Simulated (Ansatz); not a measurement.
Which isomer of BH5N2 gives these data?

These gas-phase data were calculated for one isomer of BH5N2 at B3LYP-D3(BJ)/def2-SVP (harmonic, unscaled wavenumbers; equilibrium rotational constants with average atomic masses):

- rotational constants: 53.31, 8.999, 7.699 GHz
- all wavenumbers above 1500 cm⁻¹: 3710, 3709, 3604, 3603, 2576, 1607, 1588

Candidates:

(1) `BNN`, a singlet
(2) `[BH2-]1N[NH2+]1`, a singlet
(3) `NBN`, a singlet

Problem. Assign the data to one candidate and say why.

Solution. Candidate (3). 4 modes lie between 3250 and 3800 cm⁻¹, one for each N–H bond, while (1) has 3, (2) has 3.

The same quantities for all candidates:

```
     rotational constants (GHz)               wavenumbers above 1500 cm⁻¹  E above the lowest, B3LYP-D3(BJ)/def2-SVP (kcal/mol)
(1)         49.05, 9.902, 8.616        3581, 3548, 3472, 2649, 2558, 1656                                                  59.3
(2)         22.51, 18.72, 12.46        3608, 3503, 3489, 2600, 2510, 1586                                                  76.8
(3)         53.31, 8.999, 7.699  3710, 3709, 3604, 3603, 2576, 1607, 1588                                                   0.0
```

Harmonic stretches to hydrogen usually lie a few per cent above observed fundamentals. Each candidate is one conformer. Programs: Ansatz 0.2.0.

The N–H stretches form two nearly degenerate pairs, 3710/3709 and 3604/3603 cm⁻¹, as expected for the antisymmetric and symmetric stretches of two equivalent NH₂ groups that couple only weakly through boron. The lone B–H stretch at 2576 cm⁻¹ supports the assignment independently, since both alternatives carry a BH₂ group and show two such bands. The rotational constants add a further test: for (3) the reciprocals of the two larger ones sum to that of the smallest within rounding, so the heavy atoms and all hydrogens are coplanar, which holds for neither (1) nor (2).

That planarity fits donation from both nitrogen lone pairs into the empty boron p orbital, and this probably accounts for much of the energetic preference. Isomer (1) has only one nitrogen bound to boron and keeps a weak N–N bond; in (2) four-coordinate boron has no empty p orbital left, and ring strain and charge separation add to the cost. The energy order does not reveal how readily the isomers interconvert, since that depends on barriers.
